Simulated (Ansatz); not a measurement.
Ligand exchange: SiH2(CH3)F + C3H8OSn → SiH2(CH3)(OH) + C3H7FSn

Species: SiH2(CH3)F, singlet; C3H8OSn `C[CH](C)[Sn][OH]`, singlet; SiH2(CH3)(OH), singlet; C3H7FSn `C[CH](C)[Sn][F]`, singlet. The partners trade F for OH: Si–F and Sn–OH bonds give way to Si–OH and Sn–F.

Shapes, held fixed at every level: PBE0-D4/def2-TZVP. Flexible molecules stand in one conformer, not always the lowest. Programs: Ansatz 0.2.0. The zero-point and thermal change to 298 K, harmonic and unscaled (PBE0-D4/def2-TZVP), is 0.0 kJ/mol.

| level | kind | ΔH(298 K) (kJ/mol) | less CCSD(T)/def2-TZVPP |
| --- | --- | --- | --- |
| HF/def2-SVP | Hartree–Fock | -4.8 | -15.9 |
| HF/def2-TZVPP | Hartree–Fock | +0.9 | -10.2 |
| B3LYP-D4/def2-TZVPP | global hybrid | +5.1 | -6.0 |
| wB97M-V/def2-TZVPP | range-separated hybrid | +4.3 | -6.8 |
| wB97X-V/def2-TZVPP | range-separated hybrid | +2.9 | -8.2 |
| B2PLYP/def2-TZVPP | double hybrid | +7.2 | -3.9 |
| MP2/def2-SVP | perturbation theory | +7.2 | -3.9 |
| CCSD(T)/def2-TZVPP | coupled cluster or CI | +11.1 | 0.0 |

The highest level, CCSD(T)/def2-TZVPP, gives ΔH(298 K) = +11.1 kJ/mol; the levels span -4.8 to +11.1. They disagree on the sign: 7 of 8 are positive. The column of differences is taken from that level and isn't an error. No measured value is set beside it here. For atoms past krypton def2 sets carry core potentials with scalar relativity. Outer-core shells of Sn are correlated in most correlated rows, in sets that cover them unevenly. CCSD(T)/def2-TZVPP lies outside the range of all other levels here, so it shouldn't be taken on trust.

The exchange is close to thermoneutral, with a modest preference for keeping fluorine on silicon and hydroxide on tin. The only negative value, -4.8 kJ/mol, comes from Hartree–Fock in the small basis; enlarging the basis alone brings it to +0.9, so the change of sign is weak evidence for an exothermic exchange. Correlation raises the reaction enthalpy further in both basis sets, which suggests that it favours the Si–F/Sn–OH pairing.

The small net energy reflects cancellation: one strongly polar bond to a hard donor is exchanged for another at each centre. The remaining preference probably combines the very strong, ionic Si–F bond with π donation from oxygen into the empty p orbital of divalent tin, where hydroxide is a better donor than fluoride. The energies alone can't separate these contributions. A mildly endothermic exchange is therefore plausible, but its size remains unsettled. Nor does the result carry over to tetravalent tin, which lacks that empty p orbital, or to condensed phases, where fluoride and hydroxide bridges can form.
